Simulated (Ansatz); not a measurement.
The calculation used DFT PBE, scalar-relativistic, plane waves, PAW in Ansatz 0.2.0. All cells share a 420 eV cutoff and Γ-centred k meshes spaced at most about 0.3 Å⁻¹ (about 0.25 or finer for metals, 2π included). Collinear spin in cells that started with moments and kept them past the coarse steps, no spin elsewhere.

Temperature and zero-point effects are left out.

Two relaxed structures of Mg2Si3N:

A. (site moments N 0.9 μB)

```
Mg Si N
1.0
     4.87867    0.00000    0.00000
    -2.43934    4.22506    0.00000
     0.00000    0.00000    7.30133
Mg Si N
2 3 1
Direct
  0.00000 0.00000 0.23325
  0.00000 0.00000 0.76675
  0.50000 0.00000 0.00000
  0.00000 0.50000 0.00000
  0.50000 0.50000 0.00000
  0.00000 0.00000 0.50000
```

B. (no spin)

```
Mg Si N
1.0
     3.84779    0.00000    0.00000
    -1.92390    3.33229    0.00000
     0.00000    0.00000    7.65910
Mg Si N
2 3 1
Direct
  0.33333 0.66667 0.73280
  0.33333 0.66667 0.26720
  0.66667 0.33333 0.00000
  0.00000 0.00000 0.50000
  0.00000 0.00000 0.00000
  0.66667 0.33333 0.50000
```

Question: Which form is favoured at zero pressure, and by what margin per atom?

Answer: B is lower, by 199 meV/atom. A has space group P6/mmm (No. 191), 25.1 Å³/atom and no gap on its mesh; B has space group P-6m2 (No. 187), 16.4 Å³/atom and no gap. Counting Mg or Si atoms around N (for each partner element, those within 1.25 times its shortest distance or 1.15 times the sum of covalent radii, where it is the nearest in units of that sum or under 1.3; the shortest distance is added where it exceeds 1.18 times the sum of covalent radii), A has N 2 and B has N 3 from 2.2 Å. A and B both hold Si–Si nets. Their magnetic states differ too. The denser one is the lower, and pressure would at first widen the difference. Even the lower one lies +0.48 eV/atom against the reference forms of the elements (uncorrected), so neither is stable at this level. In A, around Mg lie 1 N at 1.95 Å and 6 Si at 2.98 Å; around Si lie 4 Si at 2.44 Å and 4 Mg at 2.98 Å; N is surrounded by 2 Mg at 1.95 Å. In B, Mg is surrounded by 3 N at 2.85 Å, 3 Si at 2.85 Å and 6 Si at 3.02 Å; around Si on its first site lie 3 Si at 2.22 Å and 6 Mg at 3.02 Å; N is surrounded by 3 Si at 2.22 Å and 6 Mg at 2.85 Å; 2 more sites not described. Both come from invented guesses. A third cell relaxed alike, in Cmmm, lies 238 meV/atom below the lower of the two.

The magnetic state reached may not be the lowest. Cells relaxed within their symmetry can be saddle points. Some structure types and database cells were kept out of the candidates from the start, so a known form may be missing.

B's advantage of 199 meV/atom probably comes mainly from how nitrogen is accommodated. In A, N bridges two Mg atoms along a line and has no Si neighbour, leaving its p orbitals perpendicular to that line poorly used. The moment of 0.9 μB on N suggests that they are incompletely filled, short of a closed-shell nitride. In B, N sits in a honeycomb layer with Si, between Mg layers, which gives it more cation contact and much denser packing.

B is still badly strained. Its Si–Si and Si–N honeycombs share one in-plane lattice, so both have contacts of 2.22 Å: somewhat short for a Si–Si single bond, but far too long for a normal Si–N bond. The Si–N contacts are therefore weak, and this mismatch probably contributes to the positive energy against the elements. Silicon nitrides normally favour short, strong bonds in SiN₄ tetrahedra, which neither cell offers. The ranking thus compares two unfavourable arrangements, and the lower Cmmm cell rules out B as the ground state at this composition.
